One-shot G0W0 on PBE for SiC3 (ordered alloy on a diamond lattice, R3m, 4 atoms, r2SCAN geometry) in Ansatz 0.2.0: plane-wave PAW, no spin polarisation, cutoff 420 eV, k mesh 6×6×6, 121 empty bands, screening cutoff 140 eV. Each kind of level is counted from its own valence top; v1 is the top filled band, c1 the lowest empty one. The first k component is 0 throughout.

```csv
band,b (fraction of the reciprocal vector),c (fraction of the reciprocal vector),kohn sham level (eV),quasiparticle level (eV),exchange less vxc (eV),correlation (eV),renormalisation
v2,0,0,0.000,0.000,-2.370,1.873,0.79900
v1,0,0,0.000,0.000,-2.370,1.873,0.79900
c1,0,0,3.845,5.004,5.874,-5.213,0.78800
c2,0,0,4.703,6.046,6.157,-5.312,0.79400
v2,0,0.1667,-1.428,-1.519,-2.746,2.158,0.79500
v1,0,0.1667,-0.834,-0.911,-2.710,2.135,0.79600
c1,0,0.1667,4.107,5.328,5.920,-5.197,0.79500
c2,0,0.1667,4.929,6.046,5.750,-5.131,0.79900
v2,0,0.3333,-3.193,-3.397,-3.407,2.706,0.78500
v1,0,0.3333,-1.989,-2.172,-3.235,2.556,0.79000
c1,0,0.3333,3.463,4.526,5.485,-4.920,0.80500
c2,0,0.3333,4.449,5.507,5.586,-5.024,0.80400
v2,0,-0.5000,-4.944,-5.146,-3.739,3.040,0.77500
v1,0,-0.5000,-2.442,-2.661,-3.435,2.719,0.78700
c1,0,-0.5000,3.222,4.241,5.337,-4.815,0.80800
c2,0,-0.5000,4.109,5.137,5.532,-5.002,0.80800
v2,0.1667,0.1667,-1.364,-1.441,-2.666,2.092,0.79600
v1,0.1667,0.1667,-0.528,-0.574,-2.571,2.027,0.79700
c1,0.1667,0.1667,3.917,5.070,5.739,-5.084,0.79800
c2,0.1667,0.1667,5.288,6.526,6.114,-5.374,0.79000
v2,0.3333,0.3333,-2.151,-2.286,-2.999,2.367,0.79200
v1,0.3333,0.3333,-1.313,-1.426,-2.906,2.295,0.79400
c1,0.3333,0.3333,2.620,3.592,5.116,-4.642,0.81200
c2,0.3333,0.3333,4.145,5.199,5.584,-5.028,0.80200
```

The G0W0 correction does two things to the PBE levels of this crystal. It lifts every listed empty level by about 1.0 to 1.3 eV relative to the valence top, and it pushes the filled levels below the top down by up to 0.2 eV. The large step between filled and empty levels opens the gap, and the smaller variation inside each group stretches the bands. Height in energy orders these shifts only roughly, and two rows that break the order show what else matters.

**What the two contributions are**

The column "exchange less vxc" is what a level gains when the exchange–correlation potential of PBE is replaced by bare exchange. The column "correlation" is the remainder of the G0W0 self-energy, chiefly the response of the other electrons. The two have opposite signs in every row. Each is several times larger than their sum, so the shift is what survives a strong cancellation.

Bare exchange separates filled from empty levels for a simple reason. Think of the filled bands as built from localised orbitals: an electron in one of them belongs to the very charge that repels it, and exchange removes this self-repulsion. An added electron in an empty level faces all the valence electrons and gains exchange only where it overlaps with them. The PBE potential is one and the same function of position for both, so it largely misses the distinction.

**Two limits and the crystal between them**

Suppose first that the other electrons could not respond at all. The direct gap at Γ, from v1 to c1, would then open by the full exchange difference, about 8.2 eV. In the opposite limit of perfect screening, the crystal would surround an added electron or hole with compensating charge, and in the simplest picture this opening would vanish. The calculation lies much nearer the second limit, since correlation takes back 86 % of the opening.

A short formula connects the limits. Let $\Sigma_x$ be bare exchange, $v_{xc}$ the PBE potential and $\varepsilon$ the dielectric constant. Static screening reduces exchange to $\Sigma_x/\varepsilon$ and adds a local attraction, the Coulomb hole, which is the polarisation that an electron creates around itself. If this local part is taken as $(1-1/\varepsilon)\,v_{xc}$ plus a constant, subtracting $v_{xc}$ leaves

$$\Sigma - v_{xc} \approx \frac{\Sigma_x - v_{xc}}{\varepsilon} + \text{constant}.$$

The constant drops out when shifts are counted from the valence top. With $X$ for "exchange less vxc", the estimate becomes

$$\text{shift} \approx \frac{X - X_\text{top}}{\varepsilon}.$$

**First row: c1 at Γ**

The same run gives a dielectric constant of 6.89, averaged over the three directions. For c1 at Γ the estimate is

$$\frac{5.874-(-2.370)}{6.89}\ \text{eV} \approx 1.20\ \text{eV}.$$

The table gives $5.004-3.845 = 1.159$ eV. Neither this row nor any other was used to adjust the formula. Screening is an ingredient of G0W0 in any case, so the agreement shows only that a single static constant can stand in for the full screening when the step across the gap is wanted. The match probably owes something to offsetting errors. A linearised G0W0 shift carries the factor in the column "renormalisation", about 0.79 here, and multiplying the estimate by it would give about 0.95 eV. Dividing all exchange by the long-range constant, on the other hand, is expected to screen too much.

The rise of c1 is not all its own. Each column of levels is counted from its own valence top, and that top itself moves down by $2.370-1.873 = 0.497$ eV. Measured against the original PBE scale, c1 therefore rises by only about 0.66 eV. This matters as soon as levels are to be lined up with those of another material: the gap correction has to be divided between the two band edges. That division converges more slowly with the number of empty bands than the gap does, so at these settings it is only a rough guide.

**Why there is also a stretch**

The uniform electron gas is a useful limiting case here. Its local potential is the same for all states, while bare exchange is strongest at the bottom of the band and weakens steadily towards higher energy. Exchange therefore pulls low states down more than high ones, and where screening is incomplete, as in a semiconductor, a fraction of that spread can survive. The crystal follows this pattern by and large: deeper filled levels tend to have a more negative "exchange less vxc", and higher empty levels a more positive one.

The stretch matters for the gap itself, which on the k mesh runs from Γ to the conduction minimum at $b=c=-0.5$. In the same run this low-lying minimum rises by only 0.84 eV, whereas the listed empty levels rise by 1.12 eV on average. A rigid upward shift taken from that average would make the gap too wide by almost 0.3 eV. A step plus a linear stretch, fitted to the listed levels, gives 0.96 eV for this minimum, because one slope of 0.063 per eV is shared by filled and empty levels. The lowest empty band is stretched more: its listed rises run from 0.972 eV at 2.620 eV to 1.221 eV at 4.107 eV, about 0.17 per eV, and that slope carried down to the minimum gives about 0.8 eV.

**Second case: two c2 levels that meet**

In a crystal, unlike the electron gas, the shape of a state counts as well as its energy. In PBE, c2 at $b=0$, $c=0.1667$ lies 0.23 eV above c2 at Γ. After the correction both stand at 6.046 eV, because the lower one has risen more. The label c2 only counts levels upwards in energy, so it need not mean the same kind of state at both points. In the same run c2 at Γ is one of a degenerate pair with a further level 0.19 eV above it, while at $c=0.1667$ it stands alone, 1.08 eV below the next level.

The exchange column shows where the extra rise comes from. The level at Γ has the larger value, by $6.157-5.750 = 0.407$ eV, and so it gains more although it starts lower. The formula gets the direction right but the size wrong: it predicts an extra rise of about 0.06 eV, against 0.23 eV in the calculation. Between these two levels, correlation takes back only 44 % of the exchange difference.

One possible reason is the length scale of the screening. The dielectric constant describes the response to fields that vary slowly over many atoms, and valence electrons screen fields that vary within a bond much less. Two empty levels carry the same added charge and differ mainly in how it is arranged around the atoms and bonds, so their exchange difference should be screened weakly. This argument follows from the general behaviour of screening; it was not tested here by resolving the response by wavelength, and it cannot be the whole story. It would apply equally to two filled levels, yet there correlation takes back about three quarters or more of the difference from the top, for instance 0.833 of 1.037 eV for v2 at $b=0$, $c=0.3333$. The two c2 levels also end at the same energy, so the part of correlation that varies with energy does little to separate them.

**Third row: the deepest listed level**

The level v2 at $b=0$, $c=-0.5$ lies almost 5 eV below the top, yet it sinks by only 0.20 eV. The v2 level at $b=0$, $c=0.3333$ sinks just as much from about 3.2 eV below the top. What changes on the way down is exchange. Between the valence top and the shallower of these two levels, its downward pull grows by 1.04 eV. Over the next 1.75 eV of depth it grows by only 0.33 eV. Correlation pushes back no harder per eV than before, but that is now enough to return practically all of the gain. A stretch proportional to energy therefore fails at the bottom of the listed range.

Part of the reason may be that correlation depends on energy. A deep hole has more energy to pass on to other electrons, and its coupling to such excitations pushes the level back up. The column "renormalisation", called $Z$ here, measures this dependence: for a given state, correlation changes by $1-1/Z$ for each eV, an upward push of almost 0.3 eV per eV of depth with $Z$ near 0.78. That slope cannot simply be carried from one state to another. The levels v1 at $b=0$, $c=-0.5$ and v2 at $b=0$, $c=0.3333$ differ by 0.75 eV in depth, yet have nearly the same exchange (−3.435 and −3.407 eV) and correlation (2.719 and 2.706 eV). Among the other filled levels correlation follows exchange and returns 74 to 80 % of it; on this last step it returns all of it, an excess of under 0.1 eV. A change of character is also possible: in the same run the next band lies only 0.11 eV below v2 at $c=-0.5$, against 1.34 eV at $c=0.3333$. The static formula has no such energy dependence. Its match in this row, also 0.20 eV, looks like chance, since it understates the sinking of every other listed level below the top.

**How far the simple picture carries**

Over all listed states except the two at the valence top, which are zero by definition, the screened-exchange formula has a root-mean-square miss of 0.07 eV relative to the computed shifts. One constant rise for all empty levels, with the filled ones left in place, misses by 0.13 eV. A step plus a stretch linear in the PBE level, with both numbers fitted to all rows, does as well as the formula. The advantage of screened exchange thus lies in giving the size of the step without a fitted number, not in greater accuracy; the printed output below gives the formula's miss row by row and the total miss of all three.

Its main weakness is the spread among the empty levels. It places their rises between 1.09 and 1.24 eV, while the calculation spreads them from 0.97 to 1.34 eV. That is the pattern to expect if one strong, long-range screening constant is applied to differences that are really screened less.

The finite basis sets a further limit. G0W0 gaps at such settings typically fall 6 to 9 % short of the basis limit, which for the gap of 2.43 eV means roughly 0.15 to 0.25 eV. This exceeds the formula's typical miss, so the close match at Γ could loosen in a converged calculation, and differences of a few hundredths of an eV between rows deserve no explanation.

This SiC3 is a constructed, ordered cell whose stability was not tested. Its levels belong to this arrangement of atoms and need not hold for another of the same composition. What can be carried over is the way of reasoning: compare how strongly bare exchange separates two levels, then ask how well the crystal screens that particular difference.

Printed output of the fit:

```
fit of shift on 24 rows: coefficient of isempty 0.8631 +/- 0.04, coefficient of ks 0.06286 +/- 0.0086; rms 0.065, worst c2 -0.184, leave-one-out rms 0.0763
Shifts in eV:
  row  shift from top  own shift  exchange from top  correlation from top  exchange/eps  model less computed
   v2               0     -0.497                  0                     0             0                    0
   v1               0     -0.497                  0                     0             0                    0
   c1           1.159      0.661              8.244                -7.086         1.197              0.03808
   c2           1.343      0.845              8.527                -7.185         1.238              -0.1048
   v2          -0.091     -0.588             -0.376                 0.285       -0.0546               0.0364
   v1          -0.077     -0.575              -0.34                 0.262      -0.04937              0.02763
   c1           1.221      0.723               8.29                 -7.07         1.204             -0.01724
   c2           1.117      0.619               8.12                -7.004         1.179              0.06207
   v2          -0.204     -0.701             -1.037                 0.833       -0.1506              0.05342
   v1          -0.183     -0.679             -0.865                 0.683       -0.1256               0.0574
   c1           1.063      0.565              7.855                -6.793         1.141              0.07759
   c2           1.058      0.562              7.956                -6.897         1.155              0.09726
   v2          -0.202     -0.699             -1.369                 1.167       -0.1988             0.003213
   v1          -0.219     -0.716             -1.065                 0.846       -0.1546              0.06436
   c1           1.019      0.522              7.707                -6.688         1.119               0.1001
   c2           1.028       0.53              7.902                -6.875         1.147               0.1194
   v2          -0.077     -0.574             -0.296                 0.219      -0.04298              0.03402
   v1          -0.046     -0.544             -0.201                 0.154      -0.02919              0.01681
   c1           1.153      0.655              8.109                -6.957         1.177              0.02447
   c2           1.238       0.74              8.484                -7.247         1.232            -0.006074
   v2          -0.135     -0.632             -0.629                 0.494      -0.09133              0.04367
   v1          -0.113     -0.611             -0.536                 0.422      -0.07783              0.03517
   c1           0.972      0.474              7.486                -6.515         1.087                0.115
   c2           1.054      0.556              7.954                -6.901         1.155                0.101
mean RPA dielectric constant: 6.887
share of the bare exchange opening at Gamma (v1 to c1) taken back by correlation, %: 85.95
share of the exchange difference between c2 at Gamma and c2 at (0, 0.1667) taken back, %: 44.47
mean rise of the listed empty levels, eV: 1.119
rms miss of exchange/eps without the two top rows, eV: 0.06653
rms miss of one constant rise without the two top rows, eV: 0.1253
rms miss of jump plus stretch without the two top rows, eV: 0.06786
computed rise of the unlisted conduction minimum, eV: 0.8443
rise of that minimum by jump plus stretch, eV: 0.963
```
